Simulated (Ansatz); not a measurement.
## How methods differ on PH2F (phosphinous fluoride(8ci,9ci))

PH2F has 4 atoms, charge 0, and is taken as a singlet. As SMILES, `FP`. The coordinates come from a GFN2-xTB relaxation.

| atom | x (Å) | y (Å) | z (Å) |
| --- | --- | --- | --- |
| F | 1.1605 | 0.6688 | -0.2227 |
| P | -0.0720 | -0.3691 | -0.4797 |
| H | -1.0539 | 0.5743 | -0.1296 |
| H | -0.0346 | -0.8740 | 0.8319 |

Each level gives the vertical ionisation energy (to the doublet cation) (eV). The values are calculated.

```tsv
level	kind	program	value (eV)	less FCI/STO-3G	CPU time (all runs)
SVWN5/STO-3G	LDA	Ansatz	7.31	+0.33	1.1 s
PBE/STO-3G	GGA	Ansatz	7.39	+0.41	1.8 s
B3LYP/STO-3G	global hybrid	Ansatz	7.79	+0.81	1.9 s
PBE0/STO-3G	global hybrid	Ansatz	7.78	+0.80	1.7 s
r2SCAN0/STO-3G	hybrid meta-GGA	Ansatz	7.94	+0.96	4.5 s
CCSD/STO-3G	coupled cluster or CI	Ansatz	7.07	+0.09	0.3 s
CCSDT/STO-3G	coupled cluster or CI	Ansatz	6.98	0.00	0.56 s
CCSDTQ/STO-3G	coupled cluster or CI	Ansatz	6.98	0.00	23 s
FCI/STO-3G	exact in the basis	Ansatz	6.98	0.00	0.52 s
```

FCI/STO-3G is exact within its basis and frozen core, so for wave-function methods in that basis the difference is their error; functionals converge differently with the basis, so for them it is only a difference. The values span 6.98 to 7.94 eV. All rows use very small basis sets, so none should be taken for the real molecule's value. Times are those of the runs behind each value, whatever else they computed, on shared processors of several kinds: orders of magnitude only.

The coupled-cluster series is converged once triples are included: CCSD lies 0.09 eV above FCI, CCSDT matches it to the printed precision, and quadruples change nothing visible. Triples therefore stabilise the cation more than the neutral molecule, and the remaining disagreement among the levels lies with the functionals. There, both semi-local functionals fall below all three hybrids. PBE and PBE0 differ only in the admixture of exact exchange, so that admixture accounts for the rise from 7.39 to 7.78 eV.

The electron removed comes probably from the phosphorus lone pair, with some antibonding fluorine character. Phosphines are known to ionise at clearly higher energies than any value here. The likely cause is the minimal basis, which lacks polarisation functions and the radial flexibility to describe the lone pair and the polar P–F bond. Agreement between CCSDT and FCI thus settles the correlation treatment but not the ionisation energy itself. The adiabatic value also remains open, since phosphine cations tend to flatten after losing a lone-pair electron.
